# What does it cost to get the degeneracy factor in $A/\gamma^2$ right?

## The ratio and its one unknown

YbAl$_3$, YbAgCu$_4$ and the low-temperature phase of YbInCu$_4$ are usually described with the full $J=7/2$ multiplet of the 4f hole, $N=8$, on the assumption that the Kondo scale exceeds the crystal-field splitting. With $\rho=\rho_0+AT^2$ and $C=\gamma T$, I derive $A/\gamma^2$, isolate the one many-body number in it, and ask how much computation that number deserves.

Take $N$ hole flavours $\sigma$ with levels $\epsilon_\sigma$, a repulsion $U$, and a local self-energy $\Sigma_\sigma(\omega)$. Let $\rho_f$ be the f spectral density per flavour at the Fermi level, $z$ the quasiparticle weight, and $\Gamma$ the local vertex between different flavours at zero frequency. For equal flavours it vanishes by antisymmetry. The golden rule with $N-1$ partners gives
$$-\mathrm{Im}\,\Sigma=\tfrac{\pi}{2}(N-1)\Gamma^2\rho_f^3\,[\omega^2+(\pi k_BT)^2].$$
For a flat, wide bath of width $\Delta$ the Friedel rule reads $\cot\pi n_\sigma=(\epsilon_\sigma+\Sigma_\sigma(0))/\Delta$. The Ward identity of Yamada and Yosida, $\partial\Sigma_\sigma/\partial\epsilon_{\sigma'}=-\delta_{\sigma\sigma'}\partial_\omega\Sigma_\sigma-\Gamma_{\sigma\sigma'}\rho_f$, then fixes $\chi_{\sigma\sigma'}=-\partial n_\sigma/\partial\epsilon_{\sigma'}$: the diagonal element is $\chi_d=\rho_f/z$, the off-diagonal one $\chi_o=-\Gamma\rho_f^2$. Define $\chi_c=\chi_d+(N-1)\chi_o$, $\chi_s=\chi_d-\chi_o$, $r=\chi_c/\chi_s$ and
$$K=-\frac{(N-1)\chi_o}{\chi_d}=\frac{(N-1)(1-r)}{N-1+r}.$$
Per mole of Yb, for $z\ll1$, $\gamma=\frac{\pi^2}{3}N_Ak_B^2N\chi_d=\frac{\pi^2}{3}N_Ak_B^2\,N(N-1)\Gamma\rho_f^2/K$.

For the current, take a spin-degenerate parabolic band with Fermi wave number $k_F$, mass $m$, density $n=k_F^3/3\pi^2$, volume $v$ per Yb, and density of states $2\rho_c=vmk_F/\pi^2\hbar^2$ for both spins. With isotropic total hybridisation $V_c^2$ and $x=\epsilon+\mathrm{Re}\,\Sigma(0)$, the band self-energy $V_c^2/(\omega-\epsilon-\Sigma)$ gives a damping $\Gamma_c=(V_c^2/x^2)|\mathrm{Im}\Sigma|$, and the f weight at the Fermi level is $N\rho_f=2\rho_cV_c^2/x^2$. So $\Gamma_c=(N\rho_f/2\rho_c)|\mathrm{Im}\Sigma|$. Without vertex corrections, with the band carrying the current and $f$ the Fermi function, the conductivity is $(ne^2\hbar/2m)\int d\omega\,(-f')/\Gamma_c$. In the clean limit $\int(-f')\,d\omega/[\omega^2+(\pi k_BT)^2]=1/12(k_BT)^2$. The mass cancels:
$$A=\frac{18\pi^4hk_B^2}{e^2k_F^4v}N(N-1)\Gamma^2\rho_f^4,\qquad \frac{A}{\gamma^2}=\frac{a_0K^2}{N(N-1)/2},\qquad a_0=\frac{81\,h}{e^2R^2k_F^4v},$$
with $R=N_Ak_B$. The Kondo limit freezes the charge, $r=0$, $K=1$. That is the generalised Kadowaki–Woods relation of Kontani (2004) and of Tsujii, Kontani and Yoshimura (2005), free of $\Gamma$ and hence of $m^*$. For $N=8$ the divisor is 28. With the typical lattice constant 4.2 Å of cubic YbAl$_3$ and an assumed single carrier per cell, the model's $a_0$ is $1.4\times10^{-5}\,\mu\Omega\,$cm (mol K/mJ)$^2$. That lies a factor 1.4 above the typical empirical $1\times10^{-5}$, which I use as input from here on.

**Question.** *Is $K=1$ exact for the lattice?*

No. The identification of the susceptibilities holds for a flat bath. The self-consistent bath of a lattice varies on the coherence scale, and the change in $K$ is set by the relative slope of the bath over a quasiparticle width, which can be of order one. I do not compute it. Today's subject is the other assumption, frozen valence.

## A model we can solve

Give each flavour one bath level at zero energy, hopping $-V$, and one hole. Each hole sits on f or on the bath, so there are $2^N$ states, and $E_n=n\epsilon+Un(n-1)/2$ for $n$ holes on f. The model has no continuum and no $T^2$ law. It does have static $\chi_d$ and $\chi_o$, so it tests methods for $K$.

Permutation symmetry solves it. The ground state lies among the $N+1$ symmetric states $|n\rangle$, coupled by $-t_n$ with $t_n^2=(n+1)(N-n)V^2$. Its amplitudes are $\psi_n$, its energy $E_g$, and $\chi_c=-N^{-1}d^2E_g/d\epsilon^2$. A shift $\delta\epsilon_\sigma\propto v_\sigma$ with $\sum v_\sigma=0$, $\sum v_\sigma^2=1$ takes $|n\rangle$ to a state of squared norm $n(N-n)/N(N-1)$. These states, $n=1\ldots N-1$, form a second tridiagonal matrix $H'$ with the same $E_n$ and $t_n'^2=n(N-1-n)V^2$. Second-order perturbation theory gives $\chi_s=2b^T(H'-E_g)^{-1}b$ with $b_n=\psi_n[n(N-n)/N(N-1)]^{1/2}$.

The inputs are assumed: $U=6$ eV, typical in size for a 4f shell, and two cases. Case I, mixed valent, has $\epsilon=-0.5$ eV, $NV^2=0.1875$ eV$^2$. Case II, closer to the Kondo limit, has $\epsilon=-0.8$ eV, $NV^2=0.09$ eV$^2$. The exact results for $N=8$:

| | $E_g$ (eV) | $n_f$ | $r$ | $K^2$ |
|---|---|---|---|---|
| I | $-0.7932$ | 0.780 | 0.06102 | 0.8665 |
| II | $-0.9267$ | 0.911 | 0.01073 | 0.9757 |

## Three ways to $K$, and how their errors fall

The alternative I develop first is the configuration expansion: keep $f^0\ldots f^m$. For $m=1$, which is $U=\infty$, the secular equation is $E_g=-\sum_\sigma V^2/w_\sigma$ with $w_\sigma=\epsilon_\sigma-E_g$. One derivative gives $n_\sigma=(1-n_f)V^2/w_\sigma^2$. A second one, using $\partial w_\sigma/\partial\epsilon_{\sigma'}=\delta_{\sigma\sigma'}-n_{\sigma'}$, gives at equal levels
$$\chi_{\sigma\sigma'}=\frac{2n_f}{Nw}\Big[\delta_{\sigma\sigma'}-\frac{k}{N}\Big],\qquad k=n_f(2-n_f).$$
Hence $r=(1-n_f)^2$ and $K_1=(N-1)k/(N-k)$. The inputs were chosen so that this level yields $n_f=0.75$, $w=0.25$ eV in case I and $n_f=0.90$, $w=0.10$ eV in case II.

*Kondo limit.* At $U=\infty$, $1-K_1=Nr/(N-1+r)$, so the relative error of $K^2=1$ is about $2N(1-n_f)^2/(N-1)$. It falls quadratically in the valence deviation and has no other control parameter.

*Large $N$.* The limit $N\to\infty$ gives $K_\infty=k$, which is also the slave-boson mean-field value in that limit. It exceeds $K_1$ by $k(1-k)/(N-k)$, so this error falls as $1/N$, and it comes on top of the $U=\infty$ error.

*Truncation at $m$.* The first discarded configuration lowers the energy by about $\psi_m^2t_m^2/(E_{m+1}-E_g)$, and $\psi_m/\psi_{m-1}\approx t_{m-1}/(E_m-E_g)$. Going from $m-1$ to $m$ therefore multiplies the energy error by
$$q_m=\frac{t_m^2}{(E_m-E_g)(E_{m+1}-E_g)}\;\to\;\frac{4V^2(N-m)}{U^2m^2(m-1)}\quad(U\gg|\epsilon|,\ m\ge2).$$
The fall is faster than geometric. In case I, with $E_g=-0.75$ eV from $m=1$, $q_2=0.0043$ and $q_3=7.8\times10^{-4}$. The actual ratio of energy errors from $m=1$ to $m=2$ is 0.0042.

## How the work grows

I count as if permutation symmetry were absent, as it is once a crystal field makes the flavours inequivalent. A vector holds $D_m=\sum_{n\le m}\binom Nn$ numbers. Each state with $n$ holes connects downward to $n$ states, so the Hamiltonian has $M_m=\sum_{n\le m}(2n+1)\binom Nn$ nonzero elements. That is its storage, and the number of multiply-adds in one matrix–vector product. For $m\ll N$ the growth is $N^m/m!$, and at $m=N$ one has $D=2^N$, $M=(N+1)2^N$. Krylov methods need about $\frac12\sqrt\kappa\,\ln(2/\mathrm{tol})$ products per solve, where $\kappa$ is spectral width over gap. I estimate the width by the largest diagonal element minus $E_g$ and the gap by $w$, both from $m=1$. In case I, $\kappa=3$, 23, 69, 659 for $m=1,2,3,8$. The work measure is $W=M\sqrt\kappa$, with the logarithm and the number of solves dropped as common factors. In case II each $W$ is larger by less than a factor two. The large-$N$ formula needs $n_f$ from the $m=1$ problem, so it costs the same.

With $\delta=K^2/K^2_{\rm exact}-1$ at fixed $\epsilon$, $V$, $U$:

| method | $D$ | $M$ | $W$ (I) | $\delta$, I (%) | $\delta$, II (%) |
|---|---|---|---|---|---|
| Kondo limit | 0 | 0 | 0 | $+15.4$ | $+2.5$ |
| large $N$ | 9 | 25 | 43 | $+1.43$ | $+0.46$ |
| $m=1$ | 9 | 25 | 43 | $-0.36$ | $+0.17$ |
| $m=2$ | 37 | 165 | $7.9\times10^2$ | $+0.0047$ | $+0.0010$ |
| $m=3$ | 93 | 557 | $4.6\times10^3$ | below $10^{-4}$ in size | below $10^{-4}$ in size |
| $m=8$ | 256 | 2304 | $5.9\times10^4$ | 0 | 0 |

**Question.** *From $m=1$ to $m=2$ your $\delta$ in case I drops in size by a factor 0.013, not 0.0043.*

The estimate was made for the energy. At $m=1$ both $\chi_c$ and $\chi_s$ come out too large in case I, and the two errors partly cancel in $r$. The $m=1$ entry is smaller than its order suggests, so the next step looks about three times less effective. The law gives the order of magnitude for $K^2$, no more.

## The choice

For a stated accuracy of $A/\gamma^2$ at given $a_0$ and $N$:

- 20 %: the Kondo limit, in both cases, at no cost.
- 5 %: the Kondo limit in case II, $m=1$ in case I.
- 1 %: $m=1$ in both. Large $N$ costs the same, fails in case I and is farther off in case II.
- 0.1 %: $m=2$, at 18 times the work of $m=1$.
- One part in $10^6$: $m=3$, at 5.8 times the work of $m=2$.

For a stated budget, valid for both cases: with no solve, the Kondo limit; with $W\le10^2$, $m=1$; with $W\le2\times10^3$, $m=2$; with $W\le10^4$, $m=3$. Full diagonalisation costs 13 times $m=3$ and changes $K^2$ by less than $10^{-6}$.

**Question.** *You solved the model with a $9\times9$ and a $7\times7$ matrix. Why pay for 37 states?*

On the symmetric model nobody should. The symmetry supplies the exact answer, and the counts describe the algorithm when that symmetry is gone.

**Question.** *What survives with a real band?*

Let each f hole come from any of $L$ filled bath levels. This is the variational scheme of Varma and Yafet and of Gunnarsson and Schönhammer, and $D_m=\sum_{n\le m}\binom NnL^n$. For $L=10$ this is 81, 2881 and 58881 for $m=1,2,3$, so a memory of $10^4$ numbers per vector stops at $m=2$. At $m=1$ the term $V^2/w_\sigma$ becomes a function $g(w_\sigma)$. The two derivatives go through unchanged, and $K_1(n_f)$ is independent of the bath. But a band also has particle–hole pair states, of relative order $1/N$, which is 0.125 here, and the one-site model has none. They enter at the same order as $K_\infty-K_1$. So my ranking of $m=1$ above large $N$ is shown for this model only, and in a band the errors of the $m$ ladder would level off at a floor set by the pair states. Note also that $w$ here is several times the Kondo scale typical of these compounds, tens of meV, because one level cannot produce an exponentially small scale. The cases are matched to valence, not to temperature.

## Back to the three compounds

Feed typical low-temperature hole counts, which depend on the probe, into $K_1$, and use $a_0/28=3.6\times10^{-7}$. The results are the model's numbers, in $10^{-7}\,\mu\Omega\,$cm (mol K/mJ)$^2$:

| | typical $n_f$ | $K_1^2$ | $A/\gamma^2$ |
|---|---|---|---|
| YbAl$_3$ | 0.75 | 0.86 | 3.1 |
| YbInCu$_4$ | 0.83 | 0.94 | 3.3 |
| YbAgCu$_4$ | 0.87 | 0.96 | 3.4 |

**Question.** *Could an experiment see that spread?*

Only if everything else is held better than it usually is. At fixed $v$, $a_0\propto n^{-4/3}$, so a factor two in the carrier count moves it by 2.5. If residual scattering dominates, the thermal factor 12 becomes the average $\pi^2+\pi^2/3=13.2$, a rise of 10 %. A crystal field that left six active flavours would turn 28 into 15, a factor 1.9. The bath structure of the lattice is open as well. Against these sizes the 15.4 % of case I is worth the one secular equation of $m=1$, and the 0.36 % that $m=2$ removes lies far below the uncertainty of $a_0$ and of the effective $N$.